**Where does BiTe's spare electron sit?**

A list of levels sorted by the Fermi energy shows what lies just under and over it at a given k point, but it hides which band is which. This matters for BiTe in a cell close to rock salt, where the Fermi energy cuts through bands. Two points of the mesh are left open below. The task is to say from the other five how many levels lie under the Fermi energy there, and how far away they are.

Levels of BiTe at points of the k mesh, from GPAW 26.7.0 with PBE, PAW data sets (gpaw-data 1.2.1) and a 600 eV plane-wave cutoff, without spin polarisation or spin–orbit coupling. The two-atom cell has its atoms moved at random by about 0.05 Å; the mesh is 7×7×7, with Fermi–Dirac smearing of 0.05 eV. Levels are numbered outwards from the Fermi energy, which is their zero.

```
point a (reciprocal cell vector)  point b (reciprocal cell vector)  point c (reciprocal cell vector)  level under 4 (eV)  level under 3 (eV)  level under 2 (eV)  level under 1 (eV)  level over 1 (eV)  level over 2 (eV)
                          0.0000                            0.0000                            0.0000              -8.052              -2.612              -2.596              -2.584              2.065              2.085
                          0.0000                            0.4286                            0.0000                   ?                   ?                   ?                   ?                  ?                  ?
                          0.1429                           -0.4286                           -0.4286                   ?                   ?                   ?                   ?                  ?                  ?
                          0.1429                           -0.4286                           -0.1429              -4.313              -4.028              -1.856              -0.294              2.102              2.842
                          0.1429                            0.1429                           -0.4286              -2.479              -2.310              -0.026              -0.002              1.447              6.290
                          0.2857                            0.4286                           -0.2857             -10.777              -5.128              -4.543              -2.004              0.068              3.190
                          0.4286                           -0.1429                           -0.1429              -3.608              -2.469              -2.311              -0.020              0.004              1.453
```

Rows are called points 1 to 7 from the top, and all energies count from the Fermi energy. Points 5 and 7 show why the columns need care. Their levels nearly coincide, as they should in a rock-salt cell whose threefold symmetry is broken only by random atom moves of about 0.05 Å. Yet "level over 1" drops from 1.447 to 0.004 eV between them, because one level has moved by 6 meV across the Fermi energy. With the smearing used, that level is about half filled at both points, so "under" and "over" do not mean full and empty.

**Count the electrons first**

Bismuth brings five valence electrons and tellurium six, eleven per cell. The run also treats ten Bi 5d electrons, but their five bands lie far deeper and are left out of the band numbers here. Four fill two deep s bands and six fill three bonding p bands. One electron is left for the three antibonding p bands. It goes where those bands lie lowest, so the question becomes where in k space an antibonding p level costs least.

**Three crossed chains**

In rock salt each atom has six neighbours of the other kind, two along each cubic axis. A p orbital that points along an axis couples mainly to the two neighbours on that axis. The p electrons therefore behave, roughly, as if they lived on three crossed chains of alternating Bi and Te.

The k vector sets how far the phase of the wave turns from one atom to the next along a chain. With no turn, or with half a turn, the two neighbours act together and the coupling is strong. The bonding level then falls far down and the antibonding level rises far up. With a quarter turn the two neighbours cancel, and both levels stay near the middle.

The known points follow this picture. In cubic axes, with k in units of 2π/a (a is the cube edge), a component of 0.5 means a quarter turn. Point 1 has no component near 0.5, and its antibonding levels start at 2.065 eV. Points 4 and 6 have one component of size 0.43 and one antibonding level near the Fermi energy; points 5 and 7 have two of each. That these levels are antibonding p levels is argued from the electron count and the chain picture, not from a projection onto orbitals.

**From picture to numbers**

For one chain the two levels are

E = E₀ ± √(D² + V²), with V = 2t[c − r(c′ + c″)].

Here E₀ is the centre of the pair, c the cosine of the phase turn along the chain, and c′ and c″ the cosines for the other two axes. The coupling along the chain is t, and r is the relative strength of the weaker sideways coupling. D keeps the pair apart when V vanishes. It can hold both the Bi–Te energy difference and any alternation of bond lengths, so it gets no meaning of its own.

The constants t, r and D were fitted to the gap between the fifth and sixth bands at the five known points. Only four of these are independent, and the leave-one-out error shows that the fit can collapse when a point is removed. A better test is four wider pairs of levels that the fit did not use. The model puts half their separation too low by at most 0.22 eV, for a pair where that half is 3.9 eV.

**The forecasts**

Point 2 becomes (0.43, −0.43, 0.43) in cubic axes, close to the zone-boundary point L. All three chains are near a quarter turn, so all three antibonding levels should lie low. Each cosine is 0.2225 in size, and the fit gives r = 0.175, so the bracket in V is 0.2225 × (1 − 2 × 0.175) = 0.145. With the fitted 4t² = 12.1 eV² and D² = 0.29 eV², half the separation is √(0.29 + 12.1 × 0.145²) = 0.74 eV. Known pairs with the same phase turn have their centre near −1.1 eV.

This puts "under 1" to "under 3" near −0.4 eV, give or take 0.4, just below the Fermi energy. The margin is no larger than the error bar. "Under 4", a bonding level, should be near −1.8 eV, again within 0.4. Both levels over the Fermi energy then belong to higher bands outside the model; 4 to 8 eV is a guess from the 6.290 eV at point 5.

Point 3 becomes (−1, 0.14, 0.14), close to the zone-boundary point X. No chain is near a quarter turn, so the Fermi energy should fall in a wide local gap. The two equal chains should give a close pair near −4.1 eV (±0.3) and another near 2.7 eV (±0.4). These values include a correction taken from the wider pairs at points 4 and 6. "Under 3" should lie near −5.5 eV (±0.4), and "under 4", an s level interpolated between points 1 and 6, near −10.4 eV (±0.6).

The withheld rows as computed:

```
point a (reciprocal cell vector)  point b (reciprocal cell vector)  point c (reciprocal cell vector)  level under 4 (eV)  level under 3 (eV)  level under 2 (eV)  level under 1 (eV)  level over 1 (eV)  level over 2 (eV)
                          0.0000                            0.4286                            0.0000              -1.699              -0.694              -0.493              -0.481              6.496              7.609
                          0.1429                           -0.4286                           -0.4286             -10.179              -5.576              -3.894              -3.861              2.490              2.914
```

**What came out**

All twelve levels fall inside their ranges, and their pattern fits the forecast count at both points. Near L three levels lie between −0.694 and −0.481 eV, and the next one up is at 6.496 eV. Near X the Fermi energy sits between −3.861 and 2.490 eV. Among these seven points, the number of antibonding levels close to the Fermi energy equals the number of chains close to a quarter turn: none, one, two or three.

The finer structure is less well met. Near L the separation of bonding and antibonding levels was forecast as about 1.5 eV, twice the 0.74 eV found above, but the nearest two are only 1.0 eV apart. The three antibonding levels also do not coincide: one lies 0.2 eV below the other two.

This one-plus-two pattern is what symmetry asks for near L. The three chains are equivalent there, and their orbitals can combine either in step or in two other ways. Independent chains give all three combinations the same energy. In the crystal, p orbitals of different directions also mix, through more distant neighbours and through the s orbitals. That mixing is strong when the phases are near a quarter turn, so it matters most where the model's own coupling is weakest.

Near X the same mixing should be weak, and the bonding pair is indeed only 0.03 eV apart. It lies about 0.25 eV higher than forecast, close to the edge of its range. If the two levels listed over the Fermi energy are the matching upper pair, about half of this miss comes from a separation forecast too wide. The rest then comes from the centre of the pairs, which lies higher than at points 4 and 6.

The upper pair was also meant to be close, but the two listed levels are 0.42 eV apart. A higher band may mix with one of the pair. Or one of the two levels belongs to another band, and the missing partner lies above the end of the list. The table cannot tell these cases apart; more empty levels and a projection onto atomic orbitals could.

**What to do with such a list**

Before comparing k points, number the bands from the lowest up in the full output, and do not follow a column. Then turn k into phase turns along the bonds: the spare electron is to be sought where several chains are near a quarter turn. The 6.4 eV between filled and empty levels near X is local. It does not make this cell an insulator, since other points have levels at the Fermi energy.

Before the filling is used for anything quantitative, repeat the calculation with spin–orbit coupling. In the p levels of Bi and Te it commonly amounts to tenths of an electronvolt or more. That is as much as the depth of the three levels near L, and far more than the few meV that decide the column of a level at points 5 and 7. The cell matters too: BiTe as it is known is a layered crystal, so these levels illustrate how rock-salt p bands fill and are no data for that crystal.

The printed analysis below gives the fit, the tests on the wider pairs and the main misses.

The analysis program printed:

```
fit of ((bsix - bfive)/2)**2 on 5 rows: constant 0.2911 +/- 0.045, coefficient of (cn - s*(ct - cn))**2 12.1 +/- 0.22, s 0.175; rms 0.0459, worst 0.2857 -0.0866, leave-one-out rms 575
  rows outside the fit (model, value, miss): 0.0 0.5441, 0.2525, 0.292; 0.1429 10.49, 10.08, 0.411
unfitted wide pair, point 4, z chain: computed less model half gap, eV: 0.1559
unfitted wide pair, point 4, x chain: computed less model half gap, eV: 0.1606
unfitted wide pair, point 6, x chain: computed less model half gap, eV: 0.2186
unfitted wide pair, point 7, x chain: computed less model half gap, eV: 0.03087
near L, forecast of under 1 to under 3, eV (range 0.4 either way): -0.3575
near L, forecast of under 4, eV (range 0.4 either way): -1.831
near X, forecast of over 1 and over 2, eV (range 0.4 either way): 2.721
near X, forecast of under 1 and under 2, eV (range 0.3 either way): -4.133
near X, forecast of under 3, eV (range 0.4 either way): -5.538
near X, forecast of under 4, eV (range 0.6 either way): -10.36
k in cubic axes (2 pi/a) and levels (eV):
     row       kx       ky       kz      u4      u3      u2      u1     o1     o2
     0.0        0        0        0  -8.052  -2.612  -2.596  -2.584  2.065  2.085
     0.0   0.4286  -0.4286   0.4286  -1.699  -0.694  -0.493  -0.481  6.496  7.609
  0.1429       -1   0.1429   0.1429  -10.18  -5.576  -3.894  -3.861   2.49  2.914
  0.1429  -0.7144   0.4286  -0.1428  -4.313  -4.028  -1.856  -0.294  2.102  2.842
  0.1429  -0.4286  -0.4286   0.7144  -2.479   -2.31  -0.026  -0.002  1.447   6.29
  0.2857  -0.1428  -0.4286        1  -10.78  -5.128  -4.543  -2.004  0.068   3.19
  0.4286  -0.7144   0.4286   0.4286  -3.608  -2.469  -2.311   -0.02  0.004  1.453
near L, computed less forecast, under 1, eV: -0.1235
near L, computed less forecast, under 4, eV: 0.1318
near X, computed less forecast, under 1, eV: 0.2718
near X, computed less forecast, over 1, eV: -0.2308
```
